**SnTe pulled or squeezed along one cube axis: what happens to the gap?**

The cell is rocksalt SnTe, and its gap is 0.255 eV before any strain. I want the gap when the cell is strained by −2, +0.9 and +4 % along z with the sides held fixed. The table holds other strains of the same cell, computed with a hybrid functional, and the forecast has to come from them.

The gaps of strained rocksalt SnTe (a = 6.379 Å unstrained) were computed with Ansatz 0.2.0, using HSE06, plane-wave PAW, a 6×6×6 k mesh and no spin polarisation, on geometries relaxed with r2SCAN. Uniaxial strain holds the sides fixed, epitaxial strain leaves the normal free, and shear is the engineering angle. Gap changes are relative to the unstrained cell.

| strain kind | strain (%) | band gap (eV) | band gap change (eV) | least direct gap change (eV) | gap kind |
| --- | --- | --- | --- | --- | --- |
| epitaxial 111 | 0.5 | 0.191 | -0.064 | 0.008 | indirect |
| epitaxial xy | -3 | 0.017 | -0.238 | -0.173 | indirect |
| epitaxial xy | 2 | 0.355 | 0.101 | 0.101 | direct |
| epitaxial xy | 5 | 0.437 | 0.183 | 0.183 | direct |
| hydrostatic | -4 | 0.038 | -0.217 | -0.131 | indirect |
| hydrostatic | -2.5 | 0.028 | -0.227 | -0.203 | indirect |
| hydrostatic | 2 | 0.444 | 0.190 | 0.190 | direct |
| hydrostatic | 3.68 | 0.585 | 0.330 | 0.330 | direct |
| shear xy | -2.5 | 0.091 | -0.163 | -0.027 | indirect |
| uniaxial 111 | 2 | 0.151 | -0.104 | 0.050 | indirect |
| uniaxial x | 1 | 0.282 | 0.027 | 0.027 | direct |
| uniaxial y | 0.71 | 0.275 | 0.021 | 0.021 | direct |
| uniaxial z | -4 | 0.017 | -0.237 | -0.231 | indirect |
| uniaxial z | -2 | ? | ? | ? | ? |
| uniaxial z | 0.9 | ? | ? | ? | ? |
| uniaxial z | 4 | ? | ? | ? | ? |

**Sorting the rows**

The unstrained gap is direct and lies at L, the centre of the hexagonal faces of the Brillouin zone. There are four such points, one for each body diagonal of the cube. A strain along a cube axis treats all four diagonals alike, so the four valleys stay equal. Strains along 111 and shears do not. In the shear row the band gap falls by 0.163 eV while the least direct gap falls by only 0.027 eV. In the run, the highest filled and the lowest empty level sit in different valleys. These rows answer another question, and I set them aside.

Hydrostatic compression needs care too. The direct gap is wider at −4 % than at −2.5 %, as if it had closed and opened again with the two edges exchanged. The edges at L have opposite parity, and once they have crossed without spin-orbit coupling, lines of zero gap remain in the zone. The small gaps in these rows then only show that the k points miss those lines. I leave both out, together with epitaxial xy −3 %, where the conduction edge has moved slightly off L, as it has at hydrostatic −2.5 %. Such a shift is a sign of crossing: the upper level at L is then the former valence edge, which falls away from L.

**Volume and shape**

Every known cell that is expanded along cube axes has a wider gap. A likely cause is that the filled Sn 5s shell pushes against the Te 5p states at the top of the valence band. Longer bonds weaken that push, the valence edge sinks relative to the conduction edge, and the gap opens. The table shows the opening; the orbital reason is chemistry brought to it.

Volume alone is not enough, however. For each per cent of added volume, the gap widens by 0.032 eV in the hydrostatic +2 % cell and still by 0.030 eV at +3.68 %, but by only 0.019 eV in the epitaxial +5 % cell, whose volume lies between those two. The epitaxial cell is wide in the plane and slightly thin along the normal, whereas the hydrostatic cell keeps its cubic shape. A change of shape thus takes back part of what the added volume gives.

Symmetry tells how this loss should grow. The band edges at L contain p orbitals along x, y and z in equal shares. If one axis is made longer and the other two shorter at constant volume, the first-order shifts cancel in the average. What remains is of second order, and the chief part should be mixing with the other p combinations at L. Those below push the valence edge up, and those above push the conduction edge down. The gap should therefore shrink whether the cell is made taller or flatter, at first as the square of the distortion.

This gives the main expectation. Pulling along z adds volume, which widens the gap, and distorts the cell, which narrows it, so the two effects oppose each other. Squeezing along z removes volume and also distorts the cell, so the two effects add up. The gap should lose more under compression than it gains under an equal tension.

**The estimate**

Let T be the sum of the three length strains, which is the volume strain to first order, and t the strain along the axis that differs from the other two, less the strain along those two, both in per cent. The change of the least direct gap, in eV, is fitted as

Δ = 0.0337 T − 0.00034 T² − 0.0050 t² + 0.00017 T t²

The last term lets the mixing depend on volume. The fit uses seven known rows: the six cells expanded along cube axes, and uniaxial z −4 %. For the epitaxial cells, the strain along the normal is scaled from the −3 % cell, whose normal grows by about 0.35 %; this slightly overstates how far the stretched cells thin. Four coefficients on seven rows make a forecasting tool, and I read no material constants into them.

The row at −4 % enters on an assumption, namely that its edges have come close but not yet crossed. Its direct gap is only about 0.02 eV, as small as the smearing of the occupations. A simpler fit to the expanded cells alone, without the last term, expects 0.07 eV there with the edges in normal order. In the run, however, the conduction edge of this cell also lies slightly off L, which speaks against the assumption. I keep the row because, in either order, the two edges at L are only about 0.02 eV apart.

For uniaxial z +4 %, a row outside the fit, both T and t equal 4:

Δ = 0.135 − 0.005 − 0.080 + 0.011 = 0.061 eV

The added volume alone would give about 0.13 eV, and the distortion takes back roughly half of it.

**Forecasts for the least direct gap**

- **Uniaxial z −2 %:** a fall of about 0.09 eV, range 0.075 to 0.105 eV, with the gap still direct.
- **Uniaxial z +0.9 %:** a rise of about 0.025 eV, range 0.023 to 0.027 eV, direct. In a cubic crystal x, y and z are the same direction under different names, so I interpolate between the x and y rows instead of using the fit.
- **Uniaxial z +4 %:** a rise of about 0.06 eV, range 0.035 to 0.085 eV, direct.

The last range is the widest because no known cell is pulled this far along a single axis. The strongly distorted cells under tension are all epitaxial, and they are flattened where this one is drawn out.

The withheld rows as computed:

| strain kind | strain (%) | band gap (eV) | band gap change (eV) | least direct gap change (eV) | gap kind |
| --- | --- | --- | --- | --- | --- |
| uniaxial z | -2 | 0.158 | -0.097 | -0.097 | direct |
| uniaxial z | 0.9 | 0.280 | 0.025 | 0.025 | direct |
| uniaxial z | 4 | 0.306 | 0.051 | 0.051 | direct |

**Reading the result**

All three values lie within their ranges, and all three gaps are direct. The +0.9 % row agrees with its forecast to the last digit of the table. That is a modest success, since it tests little more than cubic symmetry and a short interpolation. The other two rows test the picture of volume and shape.

At +4 % the gap rises by 0.051 eV, where I had expected about 0.06 eV. At −2 % it falls by 0.097 eV, where I had expected about 0.09 eV. The first miss is about a fifth of the computed change, the second less than a tenth. The simpler fit would have missed both by more than twice as much.

The two misses point the same way: in both cells the gap is narrower than forecast. An underrated distortion term would do this, because it narrows the gap under tension and compression alike. The likely weak point is the −4 % cell, which the fit takes as not yet inverted although its conduction edge lies off L. If its edges have crossed, its small direct gap counts as negative, and the fitted distortion loss becomes stronger. Both forecasts would then move down, in the direction of the computed values. The program does not run that second fit, so how much of the two misses this explains stays open.

The asymmetry itself is plain in the computed values. A squeeze of 4 % takes 0.231 eV from the direct gap, and shifts the edges somewhat further than that if they have crossed, while a pull of 4 % adds only 0.051 eV. The gain also fades as the pull grows: the first per cent, in the x row, brings 0.027 eV, and four per cent bring less than twice that. Someone who knew only the hydrostatic rows would expect far too much from stretching a single axis.

For another strain along the cube axes, the same two questions give the trend: how much volume is added, and how far the cell departs from a cube. Of two cells with equal added volume, the one closer to a cube should have the wider gap, as long as the edges at L have not crossed.

This holds for the calculation, which leaves out spin-orbit coupling. In real SnTe that coupling matters, and the edges at L are already inverted without any strain. Expansion then first brings them together, so the measured gap should begin by shrinking where the table shows it growing. The signs found here are therefore no guide for choosing the strain of an actual SnTe film.

The printed output below gives both fits and, for each, the misses on the rows left out of it.

Numerical output:

```
Gap of the unstrained cell, eV: 0.255
Direct gap change per % of volume strain, hydrostatic +2 %, eV: 0.03167
Direct gap change per % of volume strain, epitaxial xy +5 %, eV: 0.01943
Direct gap change per % of volume strain, uniaxial x +1 %, eV: 0.027
fit of dg on 7 rows (used): coefficient of tr 0.0337 +/- 0.00023, coefficient of trsq -0.0003439 +/- 2.3e-05, coefficient of tetsq -0.004974 +/- 6.6e-05, coefficient of mix 0.0001741 +/- 7.9e-06; rms 0.000628, worst uniaxial x 0.00155, leave-one-out rms 0.00246
  rows outside the fit (model, value, miss): epitaxial 111 0.02993, 0.008, 0.0219; epitaxial xy -0.2682, -0.173, -0.0952; hydrostatic -0.4539, -0.131, -0.323; hydrostatic -0.2721, -0.203, -0.0691; shear xy 0, -0.027, 0.027; uniaxial 111 0.04751, 0.05, -0.00249; uniaxial z -0.09005, -0.097, 0.00695; uniaxial z 0.02615, 0.025, 0.00115; uniaxial z 0.06085, 0.051, 0.00985
fit of dg on 6 rows (grown): coefficient of tr 0.03274 +/- 0.00067, coefficient of trsq -0.0002512 +/- 6.7e-05, coefficient of tetsq -0.003322 +/- 9.7e-05; rms 0.00171, worst hydrostatic -0.00262, leave-one-out rms 0.015
  rows outside the fit (model, value, miss): epitaxial 111 0.02958, 0.008, 0.0216; epitaxial xy -0.2303, -0.173, -0.0573; hydrostatic -0.429, -0.131, -0.298; hydrostatic -0.2597, -0.203, -0.0567; shear xy 0, -0.027, 0.027; uniaxial 111 0.05118, 0.05, 0.00118; uniaxial z -0.1881, -0.231, 0.0429; uniaxial z -0.07977, -0.097, 0.0172; uniaxial z 0.02657, 0.025, 0.00157; uniaxial z 0.07377, 0.051, 0.0228
Forecast for uniaxial z +0.9 % from the x and y rows, eV: 0.02493
Miss of that forecast (forecast less computed), eV: -6.897e-05
Volume part of the main model at uniaxial z +4 %, eV: 0.1293
Distortion part of the main model at uniaxial z +4 %, eV: -0.06843
Direct gap at uniaxial z -4 % expected from expansion alone, eV: 0.06687
Largest difference of band gap change and direct gap change on withheld rows, eV: 0
```
